**Q:** I have PbS levels from PBE and the same levels after an HSE06 correction. Where is the band gap, and how much does the correction change it?

Levels of PbS (space group Fm-3m, 2-atom cell) from ABINIT 10.8.3: PBE start levels and one-shot HSE06 corrected levels, each set counted from its own highest filled level. Both are without spin-orbit coupling and use a 6×6×6 k mesh, PseudoDojo NC SR PBE v0.4.1 standard potentials and a plane-wave cutoff of 762 eV.

| row | state k a (reciprocal cell vector) | state k b (reciprocal cell vector) | state k c (reciprocal cell vector) | state band | state start level (eV) | state corrected level (eV) | state weight z |
| --- | --- | --- | --- | --- | --- | --- | --- |
| 1 | 0.000 | 0.000 | 0.000 | top filled | -2.161 | -2.535 | 1.00000 |
| 2 | 0.000 | 0.000 | 0.000 | first empty | 5.213 | 5.814 | 1.00000 |
| 3 | 0.167 | 0.000 | 0.000 | top filled | -1.616 | -1.848 | 1.00000 |
| 4 | 0.167 | 0.000 | 0.000 | first empty | 3.421 | 3.954 | 1.00000 |
| 5 | 0.333 | 0.000 | 0.000 | top filled | -0.732 | -0.768 | 1.00000 |
| 6 | 0.333 | 0.000 | 0.000 | first empty | 1.481 | 1.862 | 1.00000 |
| 7 | 0.500 | 0.000 | 0.000 | top filled | 0.000 | 0.000 | 1.00000 |
| 8 | 0.500 | 0.000 | 0.000 | first empty | 0.371 | 0.726 | 1.00000 |
| 9 | 0.167 | 0.167 | 0.000 | top filled | -1.091 | -1.269 | 1.00000 |
| 10 | 0.167 | 0.167 | 0.000 | first empty | 2.345 | 2.766 | 1.00000 |
| 11 | 0.333 | 0.167 | 0.000 | top filled | -1.421 | -1.585 | 1.00000 |
| 12 | 0.333 | 0.167 | 0.000 | first empty | 2.044 | 2.465 | 1.00000 |
| 13 | 0.500 | 0.167 | 0.000 | top filled | -1.417 | -1.555 | 1.00000 |
| 14 | 0.500 | 0.167 | 0.000 | first empty | 1.796 | 2.232 | 1.00000 |
| 15 | -0.333 | 0.167 | 0.000 | top filled | -0.701 | -0.768 | 1.00000 |
| 16 | -0.333 | 0.167 | 0.000 | first empty | 1.215 | 1.592 | 1.00000 |
| 17 | -0.167 | 0.167 | 0.000 | top filled | -0.750 | -0.858 | 1.00000 |
| 18 | -0.167 | 0.167 | 0.000 | first empty | 1.800 | 2.212 | 1.00000 |
| 19 | 0.333 | 0.333 | 0.000 | top filled | -3.138 | -3.603 | 1.00000 |
| 20 | 0.333 | 0.333 | 0.000 | first empty | 3.748 | 4.329 | 1.00000 |
| 21 | 0.500 | 0.333 | 0.000 | top filled | -2.851 | -3.221 | 1.00000 |
| 22 | 0.500 | 0.333 | 0.000 | first empty | 3.725 | 4.349 | 1.00000 |
| 23 | -0.333 | 0.333 | 0.000 | top filled | -1.939 | -2.137 | 1.00000 |
| 24 | -0.333 | 0.333 | 0.000 | first empty | 2.664 | 3.157 | 1.00000 |
| 25 | 0.500 | 0.500 | 0.000 | top filled | -3.435 | -3.933 | 1.00000 |
| 26 | 0.500 | 0.500 | 0.000 | first empty | 3.865 | 4.546 | 1.00000 |
| 27 | 0.500 | 0.333 | 0.167 | top filled | -1.477 | -1.681 | 1.00000 |
| 28 | 0.500 | 0.333 | 0.167 | first empty | 2.363 | 2.823 | 1.00000 |
| 29 | -0.333 | 0.333 | 0.167 | top filled | -1.026 | -1.182 | 1.00000 |
| 30 | -0.333 | 0.333 | 0.167 | first empty | 1.868 | 2.272 | 1.00000 |
| 31 | -0.333 | 0.500 | 0.167 | top filled | -1.800 | -2.048 | 1.00000 |
| 32 | -0.333 | 0.500 | 0.167 | first empty | 3.161 | 3.651 | 1.00000 |

**A:** Look at rows 7 and 8. The three "state k" columns give the wave vector in units of the reciprocal cell vectors, and (0.5, 0, 0) is the point called L, on the face of the Brillouin zone. The highest filled level and the lowest empty level of the whole list both lie there, so the gap is direct. L is also where PbS is known to have its band edges, so the mesh has caught the right place.

The column "state start level" holds the PBE energies and "state corrected level" the HSE06 ones. The gap at L grows from 0.371 to 0.726 eV, which is nearly a doubling. For an infrared detector this is a large change, because the longest wavelength that a semiconductor absorbs goes as the inverse of its gap. The two levels of theory would put that limit a factor of two apart.

**Q:** Why should a different treatment of exchange open the gap at all?

**A:** Start from the simplest limit, a single electron in an atom. Its charge density formally repels itself, and the Fock exchange term removes that false repulsion exactly. An empty orbital of the same atom gets no such full refund, because it contributes nothing to the density. PBE treats both orbitals with one local potential, which is built from the density and its derivatives at each place and cannot tell filled from empty. It therefore leaves the filled level too high relative to the empty one.

In a solid the refund is shared among many electrons, but the principle survives. Fock exchange binds an orbital to the extent that it overlaps with the filled orbitals. Filled states are made of the same bonds and atomic shells as the rest of the filled set, so they overlap with it well. Empty states do so less, and the distance between the two groups grows when Fock exchange comes in.

HSE06 puts in a measured dose: it replaces a quarter of the PBE exchange by Fock exchange, and only the part that acts over short distances. Here the PBE orbitals are kept, and each level moves by the average of this replacement over its own orbital. Both columns are set to zero at the filled edge at L. The table thus shows how far the two edges move apart, and not how much of that is one falling and how much the other rising.

**Q:** Then can I keep my PBE bands and simply lift every empty level by the 0.355 eV found at L?

**A:** That is right at L and too little everywhere else on this mesh. At Γ, the zone centre in rows 1 and 2, the direct gap widens by 0.975 eV. At X, which is (0.5, 0.5, 0) in rows 25 and 26, it widens by 1.179 eV, so your recipe would fall short there by 0.8 eV. The correction opens the gap and also stretches the bands on either side of it.

A second limit suggests where the stretch comes from. In a uniform electron gas, Fock exchange is strongest for the electron at the bottom of the band. It has dropped to half that strength at the Fermi level, the top of the filled states, and it fades to zero far above. The local exchange potential has a single value for all of them, equal to the Fock value at the Fermi level. If one is exchanged for the other, states at the Fermi level stay put, deeper ones sink and higher ones rise.

The same limit tells you which side should stretch more. An empty state can at most lose its exchange binding entirely, so its upward shift levels off with energy, while the filled states go through their whole change within the depth of the band. PbS is no uniform gas, and the argument gives the direction of the effect, not its size. The table agrees with the direction: the energy range covered by the top filled levels grows by 14%, that of the first empty levels by 5%.

**Q:** Can I turn that into a formula for the levels?

**A:** Yes, with the simplest form that the argument allows. Call the PBE level E, counted from the filled edge at L. If the shift changes smoothly with energy, its first approximation is a constant plus a slope times E. Filled and empty states need separate lines because they overlap differently with the filled set. A least-squares fit to all 32 levels, each counted once, gives these shifts in eV:

- filled: 0.02 + 0.15 × E
- empty: 0.29 + 0.073 × E

The slopes are the stretch. Each constant depends on the choice of zero, but the step from one line to the other supplies most of the widening close to the gap.

Take X as an example, bearing in mind that it was part of the fit. The filled level at −3.435 eV should shift by 0.02 − 0.15 × 3.435 ≈ −0.50 eV. The empty level at 3.865 eV should shift by 0.29 + 0.073 × 3.865 ≈ +0.57 eV. With unrounded coefficients the gap at X should then widen by 1.06 eV, roughly a tenth less than the calculation gives.

X holds the worst single level of the fit, and the typical miss is smaller, about 0.04 eV. The best pair of rigid shifts, one for each group, misses by 0.12 eV. The lines are useful for these two sets of levels away from L; deeper and higher bands were not part of the fit. For the gap itself, read the table: at L the formula gives a widening of 0.30 eV, about a sixth too little.

**Q:** Γ and X have almost the same PBE gap. Why does X get the larger correction?

**A:** Because energy is only a stand-in for what really counts, which is the shape of each orbital. Take the two halves of the gap separately. The filled level lies deeper at X than at Γ and moves down further, just as the stretch would have it. The empty levels break the rule: the one at Γ lies at 5.213 eV, well above the one at X, yet it rises by 0.60 eV against 0.68 eV at X.

So two empty states can stand in one order of energy and in the opposite order of exchange shift. Apart from the common zero at L, each shift is the difference between the Fock exchange put in and the PBE exchange taken out. The empty orbital at Γ may keep more overlap with the filled ones than its energy suggests, or it may lie where PBE exchange is weak, so that it has less to lose. The table can't decide between the two; that needs a look at the orbitals themselves. The lesson for use is firmer: a straight-line correction learned from energies alone can miss single levels by about a tenth of an eV, even in the crystal it was fitted to.

**Q:** What would happen to the gap if I changed the share of Fock exchange?

**A:** With the orbitals held fixed, this can be answered without a new calculation. Each shift is the share times an average that doesn't depend on the share, so it grows in strict proportion. At zero share you are back at PBE. At half the HSE06 share, one eighth in place of one quarter, the gap at L would be 0.371 + 0.355/2 ≈ 0.55 eV.

The distance over which Fock exchange acts is the second control. If that distance shrinks to zero, nothing is replaced and PBE returns once more. If it grows without bound, exchange between points far apart is replaced as well, and gaps generally become wider. HSE06 stands between these limits, which imitates the way the other electrons in a solid screen the exchange at long range.

You could therefore tune the share until the gap matches a measured one. I would advise against it here, because the largest error in this gap probably lies elsewhere.

**Q:** Where does it lie? As I recall, PbS has a gap of roughly 0.3 eV at low temperature, so PBE looks better than HSE06.

**A:** It looks better because two errors cancel. Both columns leave out spin-orbit coupling, the interaction between an electron's spin and its motion around a nucleus. It grows steeply with nuclear charge and is strong for lead. The lower edge of the empty bands at L is known to consist mainly of lead 6p orbitals. Spin-orbit coupling splits such states and pushes the lowest of them down, towards the filled band.

For PbS this is known from other work to cut the gap by some tenths of an eV, which is comparable to what HSE06 adds here. PBE makes the gap too small, the neglect of spin-orbit coupling makes it too large, and the sum lands within 0.1 eV of your value. HSE06 can be expected to repair much of the first error, but it leaves the second exposed, and its gap comes out about 0.4 eV too large. That excess should not be charged to the functional before spin-orbit coupling is in.

The choice of element matters for the same reason. With tin in place of lead, spin-orbit coupling would split the p orbitals of the metal much less, because tin is the lighter atom, so the same cancellation can't be counted on. A PBE gap that happens to look right for a lead compound is thus no recommendation for PBE in its lighter relatives.

**Q:** The levels have three decimals and "state weight Z" has five. How many of these digits can I trust?

**A:** The five decimals of Z are exact, but they carry no news about PbS. Z measures how much of an electron's character survives as a single sharp level, and it falls below 1 only if the potential depends on the energy of the electron. The HSE06 potential doesn't, so Z equals 1 for any material. It must not be read as a sign of weak correlation.

The levels deserve less trust than their print. Mesh and cutoffs were ordinary working values, not pushed to convergence, and programs differ slightly in how they define the range of HSE06 exchange. Rows 20 and 22 show where this could matter: PBE puts the first 0.02 eV above the second, and HSE06 reverses them by the same amount. I would draw no conclusion from such an exchange of places.

The contrast between L and X is another matter. Their widenings differ by 0.8 eV, far more than is at stake in that small reversal, and the stretch of the bands rests on differences of this kind. Take from the table how exchange reshapes the bands, and take the absolute gap from a converged hybrid calculation that includes spin-orbit coupling.
